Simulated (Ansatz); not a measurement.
# Ge: energy along a strain

Ge, Cmmm, a = 2.774 Å, b = 5.101 Å, c = 2.646 Å. This isn't the element's structure at ambient conditions. Ansatz: r2SCAN, PAW, 500 eV, Γ-centred 24×24×22 mesh on 1 atom, Gaussian smearing 0.15 eV; no spin polarisation. Cell vectors (Å): 1.387 -2.550 0.000; 1.387 2.550 0.000; 0.000 0.000 2.646. The cell is strained by x per cent times the pattern (0 1 0 0 0 0) in the order xx yy zz yz xz xy (engineering shears), with fractional coordinates held. y is the free energy over the start, V0 = 18.719 Å³/atom.

```
x (%) y (meV/atom)
-6.00         18.74
-4.50          8.13
-3.00          1.94
 0.00          0.00
 1.50          3.64
 4.50             ?
 6.00         27.13
```

Problem. Fit y = c1 x + c2 x² + c3 x³ to the other rows, get the stiffness along the pattern, and predict the missing energy.

Solution. Least squares on the rows shown. y = 1.4893 x + 0.63693 x² − 0.021910 x³. The clamped-ion stiffness p·C·p = 2 × 6.369 eV × 160.2 / 18.719 Å³ = 109 GPa, which is C22 in these axes; c1 is there for the stress left in the start, which by itself gives a slope of 1.52 meV/atom per %. At x = 4.50 the fit asked for gives 17.60 meV/atom. The run gave 17.35 meV/atom, so the fit is 0.25 meV/atom too high, 0.92 % of the span of the series, against an rms of 0.05 meV/atom on the fitted rows. With a term in x⁴ added, a fit to the same known rows predicts 17.64 meV/atom, no real gain.

The lower energy on the compressed side comes from the residual stress: the starting cell is under tension along b and would shorten if released. The anharmonic term acts the other way, softening the lattice in extension and stiffening it in compression, as expected when overlap repulsion rises faster than bonding weakens. The cell is an orthorhombically distorted simple hexagonal lattice, and this strain leaves the contacts along a and c untouched, so the resistance comes from the oblique contacts in the ab plane and from the volume change.

With one atom per primitive cell there is no internal coordinate to relax, so the clamped-ion stiffness of 109 GPa is also the relaxed-ion one. The miss at the withheld point, which a quartic term doesn't cure, may reflect band occupations shifting with strain in a probably metallic phase, or small numerical errors between the strained cells. A positive curvature along this one path doesn't establish mechanical stability, which also depends on the shears and the coupling between axes.
